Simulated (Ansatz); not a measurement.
# Telling isomers of CH3NSi apart by their spectra

These gas-phase data were calculated for one isomer of CH3NSi at B3LYP-D4/def2-TZVP (harmonic, unscaled wavenumbers; equilibrium rotational constants with average atomic masses):

| Item | Value |
| --- | --- |
| rotational constants | 84.6, 4.968, 4.968 GHz |
| all wavenumbers above 1500 cm⁻¹ | 2315, 2278, 2278, 2266 |

Candidates:

(1) `[C-]#[N+][SiH3]`, a singlet
(2) `CN=[Si]`, a singlet
(3) `N#C[SiH3]`, a singlet

Task: Which structure fits? Where the bands don't settle it, estimate the moments of inertia from typical bond lengths.

Result: Candidate (3). The band at 2315 cm⁻¹ lies where the Si–H stretch is expected; (2) has no mode between 2000 and 2380 cm⁻¹. The rotational constants decide the rest: (1) would give 84.78, 5.668, 5.668 GHz.

The same quantities for all candidates:

|  | rotational constants (GHz) | wavenumbers above 1500 cm⁻¹ | E above the lowest, B3LYP-D4/def2-TZVP (kcal/mol) |
| --- | --- | --- | --- |
| (1) | 84.78, 5.668, 5.668 | 2278, 2278, 2270, 2171 | 3.2 |
| (2) | 160.6, 5.286, 5.286 | 3041, 3041, 2993, 1512 | 1.9 |
| (3) | 84.6, 4.968, 4.968 | 2315, 2278, 2278, 2266 | 0.0 |

Programs: Ansatz 0.2.0.

The assignment to silyl cyanide holds, but the 2315 cm⁻¹ band is probably mainly the C≡N stretch, not Si–H. The degenerate pair at 2278 cm⁻¹ and the nearby 2266 cm⁻¹ mode fit the three Si–H stretches of a SiH₃ group. In the isocyanide the Si–H bands hardly move, while the N≡C stretch drops to 2171 cm⁻¹, so the vibrations alone already separate the two.

The rotational constants agree. The largest one depends only on the off-axis hydrogens and therefore identifies the SiH₃ group without showing which end of the cyanide it binds. The smaller pair does show this: a longer Si–C than Si–N bond, with the heavier nitrogen at the far end, raises the perpendicular moment of inertia of the cyanide.

The small cyanide–isocyanide energy gap, compared with that of the methyl analogues, suggests a polar bond from electropositive silicon to an ambident CN group. The energies play no part in the identification, and their closeness leaves the stability order tentative.
